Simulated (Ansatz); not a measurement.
# Zero-bias conductance of a Be-F atomic chain as one bond is drawn out, from contact to tunnelling (PBE)

We calculate the zero-bias conductance of a hypothetical Be-F chain in which a single bond is shortened or lengthened while every other bond keeps its relaxed length of 1.544 Å. Stretch is measured from that length, and conductance in units of $G_0 = 2e^2/h$, with the perfect chain at 1.00 $G_0$ as the reference. The question is how quickly an open channel turns into a tunnel gap. This matters for atomic-scale switches and break junctions, where a displacement of about one ångström can separate a conducting contact from a poor one. The level is PBE without spin polarisation, and the atoms beside the drawn bond do not relax.

## Method

Linear chains of Be-F. The period of each perfect chain was relaxed first; a cell of 16 atoms then had one bond changed by a set amount with all other bonds held at the relaxed length, and nothing was relaxed again. Plane-wave density functional theory with Ansatz 0.2.0, PAW datasets, scalar-relativistic unless a column says otherwise. The chain runs along z in a box of 7.5 x 7.5 angstrom across, with one k point across; along the chain the number of k points times the cell length is 80 to 145 angstrom. Fermi-Dirac occupations of width 0.05 eV. Functional PBE. Wave cutoff 420 eV (PBE). Transmission by matching layers to semi-infinite perfect chains at zero bias, energy step 0.035 eV. Be-F: relaxed bond 1.544 angstrom, perfect chain 1.00 G0, no spin polarisation (starting moments died in the relaxation).

Notes on method and selection:

- In the tunnelling range G falls as exp(-beta d); for a vacuum barrier of height phi, beta = 1.025 sqrt(phi/eV) per angstrom.
- The atoms beside the drawn bond were not relaxed.
- Semilocal functionals lack the image potential.
- Spin-orbit coupling is left out.
- Dangling ends may carry moments that a run without spin polarisation cannot show.
- The junctions are hypothetical model structures, built for this series.
- Runs that did not converge, have known faults, used another set of PAW files or may not be shown are not listed.

Columns:

- bond stretch (Å): lengthening of the one bond over the relaxed bond of the perfect chain.
- bond length (Å): length of the drawn bond.
- error estimate (%): largest term of the program's own error estimate for this conductance.
- conductance (G₀): zero-bias conductance through the drawn bond at 300 K, both spins, G0 = 2e^2/h.
- share of perfect: conductance over that of the perfect chain at the same level.

Input lines of one member:

```
crystal:
  lattice:
    - [7.5, 0.0, 0.0]
    - [0.0, 7.5, 0.0]
    - [0.0, 0.0, 25.9004]
  atoms:
    - { symbol: Be, position: [0.5, 0.5, 0.0] }
    - { symbol: F, position: [0.5, 0.5, 0.0596] }
    # ... 14 more atoms
kpoints:
  mp_grid: { grid: [1, 1, 5] }
scf:
  occupations: { method: fermi_dirac, width: 0.05 }
hamiltonian:
  xc: pbe
output:
  transmission:
    e_range: [-2, 2]
    de: 0.035
    kmesh: [1, 1]
    reduced_basis: true
    leads: [[14, 0]]
```

Command (options for logging and memory left out): `ansatz run input.yaml --threads 4`

## Numbers

| member | bond stretch (Å) | bond length (Å) | error estimate (%) | conductance (G₀) | share of perfect |
| --- | --- | --- | --- | --- | --- |
| stretch −0.2 | −0.2 | 1.34 | 0 | 0.9735 | 0.9736 |
| stretch 0.3 | 0.3 | 1.84 | 1 | 0.9163 | 0.9164 |
| stretch 0.7 | 0.7 | 2.24 | 10 | 0.6303 | 0.6303 |
| stretch 1.2 | 1.2 | 2.74 | 25 | ? | ? |
| stretch 3.3 | 3.3 | 4.84 | 27 | 0.00695 | 0.00695 |
| stretch 4.2 | 4.2 | 5.74 | 19 | 0.00112 | 0.00112 |

Cells marked ? are withheld until the estimate has been made.

## Reading the trend

The conductance falls slowly at first and then exponentially. A stretch of 0.3 Å leaves 0.9163 $G_0$ and one of 0.7 Å leaves 0.6303 $G_0$; at 3.3 Å only 0.00695 $G_0$ remains. Shortening the bond by 0.2 Å also lowers the conductance slightly, to 0.9735 $G_0$, because any bond unlike its neighbours scatters electrons.

A chain with one half-filled band and one altered coupling accounts for this shape. At the band centre the transmission is $4r^2/(1+r^2)^2$, where $r$ is the altered coupling over the regular one. If $r = \exp(-\kappa d)$ at stretch $d$, then

$$G/G_0 = 1/\cosh^2(\kappa d).$$

Near $d = 0$ the loss is only quadratic in $d$; at large $d$ the formula becomes an exponential with $\beta = 2\kappa$. Solved for $\kappa$, the rows at 0.3, 0.7, 3.3 and 4.2 Å give about 0.99, 1.0, 0.96 and 0.97 per Å. The compressed row gives 0.82 per Å, but there the whole loss is under 3% of $G_0$.

Between the two longest stretches, $\beta$ = ln(0.00695 / 0.00112) / 0.9 = 2.03 per Å. Read as a vacuum barrier, this is (2.03 / 1.025)² = 3.9 eV. The program's error estimates of 27% and 19%, if independent, put an uncertainty of about 0.4 per Å on $\beta$, so the barrier height is only rough. The missing image potential would tend to make the calculated barrier too high and the decay too steep.

For a device, the perfect chain is itself an idealisation. A half-filled one-dimensional band favours a doubling of the period, here to four atoms with short and long Be–Be distances in turn, which would open a gap and suppress the zero-bias conductance. The two-atom cell of the perfect chain excludes that distortion.

## Estimating the withheld member

Plain estimates from the members shown:

- stretch 1.2, straight-line interpolation between stretch 0.7 and stretch 3.3: w = (1.2 − 0.7) / (3.3 − 0.7) = 0.192, so 0.6303 + 0.192 × (0.00695 − 0.6303) = 0.5104 G₀

The straight-line value of 0.5104 $G_0$ should be too high, since it draws a chord across a range in which the conductance bends towards an exponential tail. We interpolate instead in $u = \mathrm{arcosh}\sqrt{G_0/G}$, which equals $\kappa d$ in the one-band formula and should therefore be nearly linear in stretch.

The row at 0.7 Å gives $u$ = ln(√(1 / 0.6303) + √(1 / 0.6303 − 1)) = 0.706, and the row at 3.3 Å gives $u$ = ln(√(1 / 0.00695) + √(1 / 0.00695 − 1)) = 3.176. At 1.2 Å this leads to 0.706 + 0.192 × (3.176 − 0.706) = 1.180. Since $1/\cosh^2 u = 4/(e^u + e^{-u})^2$, the conductance is 4 / (exp(1.180) + exp(−1.180))² = 0.315 $G_0$.

We tried the same route on two shown members. The row at 0.7 Å, interpolated from 0.3 and 3.3 Å, comes out at about 0.65 $G_0$ against 0.6303, or 3% high. The row at 3.3 Å, interpolated from 0.7 and 4.2 Å, comes out at about 0.0064 $G_0$ against 0.00695, or 8% low.

The larger miss corresponds to 0.08 × 0.315 = 0.025 $G_0$. Two trials fix a standard deviation poorly, so we widen it by about half, to 0.04 $G_0$. The program's own error estimate of 25% for this member would amount to 0.08 $G_0$. We do not adopt it as the error bar, because rows with similar estimates follow the formula more closely than that.

**Committed estimate, stretch 1.2: conductance = 0.32 ± 0.04 G₀.**

## Outcome

| member | bond stretch (Å) | bond length (Å) | error estimate (%) | conductance (G₀) | share of perfect |
| --- | --- | --- | --- | --- | --- |
| stretch 1.2 | 1.2 | 2.74 | 25 | 0.3200 | 0.3200 |

| member | estimate | conductance (G₀) | computed | estimate − computed | miss in error bars |
| --- | --- | --- | --- | --- | --- |
| stretch 1.2 | committed | 0.3200 | 0.3200 | 0.00000 | 0.0 |
| stretch 1.2 | interpolation | 0.5104 | 0.3200 | +0.1904 |  |

The calculation gives 0.3200 $G_0$, well inside the error bar of 0.32 ± 0.04. The exact agreement owes something to rounding, as the route itself gave 0.315, which is 1.6% low. The straight line was 0.1904 $G_0$ too high, an excess of 60%.

Interpolating in $u$ worked because it follows the bend between contact and tunnelling. The new row gives $\kappa$ = ln(√(1 / 0.3200) + √(1 / 0.3200 − 1)) / 1.2 = 0.98 per Å, between the values found at shorter and longer stretches. One decaying coupling across the drawn bond thus fits the listed rows on both sides of the bend.

At 1.2 Å the chain is not yet a plain tunnel junction. The exponential limit of the formula, $4\exp(-2\kappa d)$, would give 4 × exp(−2 × 0.98 × 1.2) = 0.38 $G_0$, about a fifth too much. Our error bar of 0.04 $G_0$ says how well we could foresee the program's result, not how well the conductance itself is known. We set the program's 25% aside because similar rows follow the formula closely, but that was a poor reason, since a smooth series can still carry a shared error. For the conductance itself we should allow at least 25 / 100 × 0.3200 = 0.08 $G_0$.

The junction runs give grounds for such caution. In every one of them the potential has a step in the layers that serve as the lead, too large for a proper lead, and the step is much larger at the long stretches than for the compressed bond. More layers of chain would be needed. The program also warns in each junction run that the exchange-correlation potential is rough where the density is thin. All rows use cells of 16 atoms, so the table cannot show how far a longer cell would move the conductance.

## Residuals

With $\kappa$ = 0.98 per Å for the whole series, the largest relative departure is at 3.3 Å. The formula gives 0.0062 $G_0$ there, about 11% below the 0.00695 of the table. This is less than half the program's error estimate of 27% for that row, so we look for no physical cause.

The compressed bond departs by less, but its error estimate is listed as 0%. The formula predicts a loss of roughly 3.7% of $G_0$ at −0.2 Å, whereas the computed loss is (1 − 0.9735) × 100 = 2.65%. A possible reason is that the coupling grows more slowly on compression than the exponential assumes, as orbitals that already overlap strongly gain less from coming closer. The mismatch with the neighbouring bonds would then be smaller and the conductance higher, which is the sign found. But the difference is only about 1% of $G_0$, and this run too has a step in its lead. Even with an error estimate of 0%, the reason remains a guess.

## Conclusions and limits

From −0.2 to 4.2 Å, $G/G_0 = 1/\cosh^2(\kappa d)$ with $\kappa$ = 0.98 per Å reproduces every listed row to within about 11%. This is agreement with the program's output for one cell size, not the accuracy of the conductance, for which the error estimates reach 27% and the leads are not fully settled.

Between 1.2 and 3.3 Å the table has no row, while the conductance falls by a factor of 0.3200 / 0.00695 = 46. An estimate in that gap rests on the formula alone, and the 11% should not be promised there. Runs with known faults, or with more transmission than the lead has channels, are not listed, so the fit speaks only for the rows shown.

In the tunnelling range, a tenfold drop in conductance takes 2.303 / 2.03 = 1.1 Å. With the uncertainty of about 0.4 per Å on $\beta$, the length could lie anywhere from 2.303 / (2.03 + 0.4) ≈ 0.9 Å to 2.303 / (2.03 − 0.4) = 1.4 Å. With $1/G_0$ roughly 13 kΩ, the resistance is 13 / 0.3200 = 41 kΩ at 1.2 Å and 13 / 0.00112 ≈ 12 000 kΩ, or 12 MΩ, at 4.2 Å. The error estimates of these two rows, 25% and 19%, carry over to the resistances.

We were wrong to say, when reading the trend, that the missing image potential would make the decay too steep. The image potential lowers the mean barrier by an amount that goes roughly as 1/d, so the product of $\sqrt{\phi}$ and d shifts by a nearly constant amount. Including it would raise the tunnelling conductance, but to leading order it would change neither $\beta$ nor the barrier height read from $\beta$.

A period doubling in the leads could outweigh the whole range of the table. An assumed gap of 0.5 eV with the Fermi level at its middle would reduce thermally activated conduction at 300 K to a fraction of roughly exp(−0.5 / (2 × 0.026)) ≈ 0.00007. Relaxation of the ends would probably matter less: if it lengthened the drawn bond by 0.1 Å, tunnelling would fall by about 18%.

[On method and selection: Runs whose transmission exceeds the number of channels of the lead are not listed.]

[Logs are printed without paths, hosts, clocks, repeated set-up lines and the standing remarks that a program may print on its own settings, such as how far it seeks lower states.]
